An experimentalist (Q) puts questions on computed s→d promotion energies of period-4 atoms to a theorist (A).

s→d promotion energies of neutral period-4 atoms (final minus ground configuration, both at highest spin), computed with PySCF 2.14.0 and def2-TZVPPD, non-relativistic with a point nucleus. Each state is one real unrestricted determinant, and valence MP2 and SCS-MP2 correlate only the 3d and 4s electrons. A negative value puts the final configuration lower.

| species | Z | electrons | configuration | final configuration | HF (eV) | MP2 valence (eV) | SCS-MP2 valence (eV) |
| --- | --- | --- | --- | --- | --- | --- | --- |
| K | 19 | 19 | [Ar] 4s1 | [Ar] 3d1 | 3.41 | 3.41 | 3.41 |
| Ca | 20 | 20 | [Ar] 4s2 | [Ar] 3d2 | 5.83 | 6.23 | 6.40 |
| Sc | 21 | 21 | [Ar] 3d1 4s2 | [Ar] 3d2 4s1 | 1.00 | 1.44 | 1.76 |
| Ti | 22 | 22 | [Ar] 3d2 4s2 | [Ar] 3d3 4s1 | 0.58 | 0.81 | 1.35 |
| V | 23 | 23 | [Ar] 3d3 4s2 | [Ar] 3d5 | 3.48 | n/a | n/a |
| Mn | 25 | 25 | [Ar] 3d5 4s2 | [Ar] 3d6 4s1 | 3.17 | 2.09 | 2.08 |
| Fe | 26 | 26 | [Ar] 3d6 4s2 | [Ar] 3d8 | 7.45 | 3.22 | 3.30 |
| Co | 27 | 27 | [Ar] 3d7 4s2 | [Ar] 3d9 | 7.19 | 1.75 | 2.26 |
| Ni | 28 | 28 | [Ar] 3d8 4s2 | [Ar] 3d10 | 5.74 | -0.52 | 0.34 |

**Q.** The HF column jumps between 0.58 and 7.45 eV. Is there a trend in Z at all?

**A.** Each value is the energy of the final configuration minus that of the starting one, [Ar] being the argon core, and the rows hold two different processes. K, Sc, Ti and Mn move one electron from 4s to 3d, while Ca, V, Fe, Co and Ni move two. The jumps from Ti to V and from Mn to Fe fall where the process switches. Per electron moved, Fe costs 3.73 eV at the Hartree–Fock (HF) level, not far from the 3.17 eV of Mn. The jump from Ti to V survives this division: V still costs 1.74 eV per electron against 0.58 eV in Ti, although it gains seven parallel d–d pairs and Ti only two, so counting parallel pairs doesn't explain it either. Much of the rest of the pattern can be read from counting which electron pairs are broken and which are made. Apart from one Racah parameter taken from the HF steps, nothing is adjusted to the data: the counts, splits and errors stand row by row in the output after this text.

**Q.** Take the one-electron moves. Why does Mn cost 2.59 eV more than Ti, when the larger nuclear charge should favour 3d?

**A.** HF contains exchange, which lowers the repulsion of every pair of parallel spins, and most strongly for two electrons in the same compact 3d shell. In Ti the promoted electron enters an empty d orbital, parallel to the two d electrons already there. The atom gains two parallel d–d pairs, which makes the move cheap. Both atoms open their 4s² pair, so the difference lies in what the newcomer meets in the d shell. In Mn all five d orbitals are singly filled, so the newcomer must take the opposite spin. It gains no parallel d–d partner, meets five electrons of opposite spin and shares an orbital with one of them. The counts come from the configurations; that exchange and pairing turn them into this gap is standard theory, and it says that moving one electron becomes expensive when the d shell of the lower state is exactly half filled. Past that point the newcomer again finds parallel partners.

**Q.** Fe, Co and Ni gain three, five and seven parallel d–d pairs, an even rise. Why are the HF steps so uneven?

**A.** The direction fits, since HF falls from Fe to Ni, but the steps are −0.26 and −1.45 eV. A likely reason is term structure, which pair counting averages away. At highest spin d⁷ and d⁸ each split into an F and a P term, whereas d⁶, d⁹ and d¹⁰ have a single term. With B the Racah parameter, which measures the angular part of the d–d repulsion, the steps are these:

F at −8B and P at +7B, with weights 21 : 9, average to −3.5B, so F lies 4.5B under the average.

Fe has F in its upper state (−4.5B); Co and Ni have it in their lower states (+4.5B each).

With an even underlying step s, Fe→Co = s + 9B and Co→Ni = s.

The two steps differ by 1.19 eV, which gives B = 1.19/9 = 0.13 eV, of the size of a rough recalled 0.1 eV. That agreement makes the argument plausible and doesn't prove it. It assumes one B, an even s and determinants close to pure F. In each of the three rows one state was not checked for purity, and a single real determinant can mix F with P.

**Q.** MP2 raises Ca, Sc and Ti but lowers Mn to Ni. Why does the sign change?

**A.** MP2 adds the second-order correlation energy of electron pairs, here among the 3d and 4s electrons, which is what valence means. A state with more correlation is lowered more, so the shift MP2 − HF tells which of the two states gained. The two correlated columns allow the shift to be split into an opposite-spin part OS and a same-spin part SS, because spin-component-scaled MP2 (SCS-MP2) only reweights them. I assume the standard factors 6/5 and 1/3, and work Ni in eV:

MP2 − HF = OS + SS = −0.52 − 5.74 = −6.26

SCS − HF = (6/5)·OS + SS/3 = 0.34 − 5.74 = −5.40

OS = (−5.40 + 6.26/3)/(6/5 − 1/3) = −3.82, and SS = −6.26 + 3.82 = −2.44

The rounding of the table moves these parts by about 0.01 eV. In Ca, Sc and Ti all valence electrons of the upper state have the same spin, so it has no opposite-spin valence correlation, and OS is just what the lower state loses. For Ca this is 0.50 eV, the MP2 correlation of the 4s² pair. SS is negative in these three rows, as expected when new parallel pairs appear (d–d pairs in all three, and a 4s–3d pair as well in Sc and Ti), but it is smaller than OS, and the promotion energy rises. From Mn to Ni both parts are negative, so the d-rich upper state gains in both.

**Q.** Isn't that just the old rule that HF favours high spin?

**A.** The rule gives the right sign for Ca, Sc and Ti, where the spin rises, and for Fe, Co and Ni, where it falls, but the numbers show that it isn't enough. Mn keeps its spin and still drops by 1.08 eV. From Fe to Ni the net gain of opposite-spin valence pairs falls from three to one, while OS grows in size from −3.16 to −3.82 eV. V gains two unpaired electrons, yet MP2 in the runs that also correlate 3s and 3p (subvalence) lowers it by 1.98 eV, all of it and more in the same-spin part. Because of those extra shells V is a pointer and not a clean test.

What matters is where the pairs sit. Two 3d electrons occupy the same small region and must avoid each other strongly, whereas a pair with a diffuse 4s electron is mostly far apart; this is the standard picture. Fe, Co and Ni each trade 4s-containing pairs for ten new opposite-spin d–d pairs, and their OS parts are of similar size. Their SS parts, divided by the new parallel d–d pairs, lie between −0.35 and −0.37 eV per pair. Same-spin correlation thus supplies 39% of the MP2 shift in Ni.

The count has clear failures. Mn shows SS = −0.24 eV with no new parallel pair, so the near-constant value can't be read as a pure pair energy. In Ca the one new pair is worth only −0.10 eV, and Sc and Ti lie in between; the Ca basis has no f functions, so its value isn't on an equal footing with the others. The count gives the sign and the rough growth of the late shifts, at the MP2 level only.

**Q.** MP2 puts 3d¹⁰ of Ni below 3d⁸4s². Should I believe that?

**A.** No. The same runs give 2.31 eV with CCSD and 1.83 eV with CCSD(T), both positive, so the negative sign is a failure of MP2, which lies 2.35 eV under CCSD(T). The triples alone move Ni by −0.48 eV, so the CCSD(T) value is itself uncertain in the tenths. The two coupled-cluster methods agree on the sign; the size is less sure.

The failure has a pattern. The MP2 shift is 0.60 to 0.74 of the CCSD(T) shift for Ca, Sc and Ti, but 1.36 times it for Mn and 1.60 times for Ni. Both have a usual explanation, which these runs don't test separately. The 4s² pair correlates through the low-lying 4p orbitals, a near-degeneracy that second order recovers only in part. In a crowded d shell second order adds all pairs as if each were alone, and the coupling between pairs that enters at higher order cuts the sum back. Fe and Co have shifts of the same kind as Ni, so their MP2 values are suspect in the same direction, an inference that is untested for those two rows.

SCS-MP2 is no uniform cure, and the split shows why. It enlarges OS and cuts SS to a third, which in Ti pushes both ways upward, to 0.39 eV above CCSD(T), where plain MP2 is 0.15 eV below. For Ni the cut in SS helps, but the value is still 1.49 eV under CCSD(T). SCS-MP2 is the closer of the two for Ca and Ni, the farther for Ti, and about level for Sc and Mn.

**Q.** K reads 3.41 eV in all three columns. Does that agreement make it the safest number?

**A.** The agreement is trivial, because one valence electron has no partner to correlate with. A simple estimate tests the value itself. A 3d electron outside K⁺ is kept from the core by its angular momentum and is nearly hydrogenic, bound by Ry/n² with n = 3, or 1.51 eV. With a rough recalled ionisation energy of 4.3 eV the promotion is 4.3 − 1.5 = 2.8 eV.

The table lies about 0.6 eV above this estimate. The recalled energy is a measured one, and HF without core correlation binds 4s more weakly, so the distance to a converged HF value is probably larger. A hydrogenic 3d orbital has a mean radius of 10.5 bohr, and the three d functions of the 6s5p3d basis may not reach that far. This cause is a guess that no second basis tests here, and one K state is also unchecked for purity. Ca shares that small basis, so its CCSD(T) value, equal to full CI for two electrons, is exact within the basis and the frozen core only.

**Q.** Which digits can I take to the laboratory?

**A.** The second decimal serves for arithmetic between columns and not for comparison with a spectrum. Correlating 3s and 3p as well lowers MP2 by 0.98 eV in Fe and 1.21 eV in Co, and the density functionals run on these two atoms span 1.6 and 2.2 eV. Unrestricted, non-spherical determinants can also lie some tenths of an eV under spherical ones, and in every row but Ca and Mn one state was not checked for purity. For Fe and Co even the first digit depends on the method.

Relativity is left out of the energies. The first-order spin–orbit correction is largest for Ni, at +0.13 eV, small beside the method errors there. Scalar relativity stabilises 4s against 3d and would raise the promotion energies, typically by tenths of an eV late in the row. The working rule is to count the electrons moved and the new d–d pairs first. With one or two new pairs (Ca, Sc, Ti) valence MP2 stayed within 0.2 eV of CCSD(T), with five (Mn) within 0.3 eV, and with seventeen (Ni) it lost the sign, so a d-rich upper state needs a coupled-cluster check before an MP2 value is used.

Printed output of the fit:

```
Changes in counts (OS opposite spin, par parallel); HF per moved electron, eV
atom moved unpaired allOS dd_par dd_OS HF/moved
K      1      +0     +0     +0     +0     3.41
Ca     2      +2     -1     +1     +0     2.92
Sc     1      +2     -2     +1     +0     1.00
Ti     1      +2     -3     +2     +0     0.58
V      2      +2     -4     +7     +0     1.74
Mn     1      +0     +0     +0     +5     3.17
Fe     2      -2     +3     +3    +10     3.73
Co     2      -2     +2     +5    +10     3.60
Ni     2      -2     +1     +7    +10     2.87
HF steps, eV: Sc->Ti -0.42, Ti->Mn +2.59, Fe->Co -0.26, Co->Ni -1.45
Fe->Co minus Co->Ni step 1.19 eV; if equal to 9B, B = 0.13 eV (rough recalled 0.1)
Valence shifts, eV: MP2-HF, SCS-HF, OS part, SS part, SS share, shift per new dd pair, SS per new dd_par
K    +0.00  +0.00  +0.00  +0.00     -      -      -
Ca   +0.40  +0.57  +0.50  -0.10     -      -  -0.10
Sc   +0.44  +0.76  +0.71  -0.27     -      -  -0.27
Ti   +0.23  +0.77  +0.80  -0.57     -      -  -0.28
Mn   -1.08  -1.09  -0.84  -0.24   22%  -0.22      -
Fe   -4.23  -4.15  -3.16  -1.07   25%  -0.33  -0.36
Co   -5.44  -4.93  -3.60  -1.84   34%  -0.36  -0.37
Ni   -6.26  -5.40  -3.82  -2.44   39%  -0.37  -0.35
table rounding 0.005 eV allows 0.012 eV in OS and about the same in SS
V subvalence: MP2-HF -1.98, OS +0.18, SS -2.15, CCSD(T)-HF -1.10 eV
CCSD(T), errors of HF, MP2, SCS (eV), MP2 shift / CCSD(T) shift, triples (eV)
Ca   6.41  -0.58  -0.18  -0.01  0.69  +0.00
Sc   1.59  -0.59  -0.15  +0.17  0.74  +0.02
Ti   0.96  -0.38  -0.15  +0.39  0.60  +0.02
Mn   2.37  +0.80  -0.28  -0.29  1.36  -0.07
Ni   1.83  +3.91  -2.35  -1.49  1.60  -0.48
V*   2.38  +1.10  -0.88  +0.59  1.80  -0.08
V* is subvalence. Mean abs error, five valence rows, eV: HF 1.25, MP2 0.62, SCS 0.47
Fe: subvalence-valence MP2 -0.98, SCS -0.63; functionals 2.58 to 4.19, span 1.61 eV
Co: subvalence-valence MP2 -1.21, SCS -0.88; functionals 1.52 to 3.70, span 2.18 eV
spin-orbit correction, eV: V +0.04, Mn -0.04, Fe -0.01, Co +0.04, Ni +0.13
K: hydrogenic 3d binding 1.51 eV, mean radius 10.5 bohr
K: with recalled IP 4.3 eV promotion about 2.8; table is 0.6 eV higher
```
